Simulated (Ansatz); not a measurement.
# From Hf(NH2)4 to HfBr4: predicting a member

Gas-phase molecules. On one Hf centre, n of the NH2 ligands are replaced by Br. The HOMO–LUMO gap y in eV at wB97X-V/def2-TZVPP. Shapes: PBE0-D4/def2-TZVP. Flexible molecules stand in one conformer, not always the lowest. Programs: Ansatz 0.2.0.

| molecule | n | y (eV) |
| --- | --- | --- |
| Hf(NH2)4 | 0 | 10.93 |
| Hf(NH2)3Br | 1 | ? |
| Hf(NH2)2Br2 | 2 | 11.16 |
| HfBr4 | 4 | 10.89 |

Fit y = c + s·n to the known rows and predict Hf(NH2)3Br.


1. Means of the 3 rows: n = 2.00000, y = 10.993.
2. Σ(Δn)² = 8, Σ(Δn·Δy) = -0.08, so the slope is -0.08/8 = -0.01.
3. Intercept: 10.993 − (-0.01) × 2.00000 = 11.013. The largest residual of the fit is 0.17.
4. Hf(NH2)3Br: 11.013 + (-0.01) × 1 = 11.00 eV.

The run gave 11.44 eV, so the prediction is off by -0.44 eV, more than the largest residual. The steps per swap are uneven (+0.51, -0.28, -0.13), so a line is a poor model. Other levels give for Hf(NH2)3Br: PBE-D4/def2-TZVPP 5.04; B3LYP-D4/def2-TZVPP 6.79; wB97M-V/def2-TZVPP 10.90 eV. Orbital gaps aren't excitation energies, and the LUMO depends on the basis. For atoms past krypton def2 sets carry core potentials with scalar relativity. Relativity is left out for Br. The series isn't monotonic at this level.

Exchanging all four amides for bromides barely changes the gap, yet the mixed molecules lie above both ends, with the maximum at Hf(NH2)3Br. The near-equal end values therefore don't mean that the ligands are electronically alike. In these d0 Hf(IV) molecules the HOMO is expected to be mainly a ligand lone pair, N 2p or Br 4p, and the LUMO largely Hf 5d. Bromide is the weaker π donor and leaves the metal more electron-poor, which should lower both the empty d levels and the remaining amide lone pairs. The gap records only the difference between these shifts. The first swap thus probably stabilises the HOMO more than the LUMO, while further substitution reverses the balance; changes in amide orientation, which alter N-to-Hf π donation, may also contribute. The much smaller PBE gap probably reflects its lack of exact exchange. With other functionals given for only one member, it remains open whether the maximum survives a change of functional.
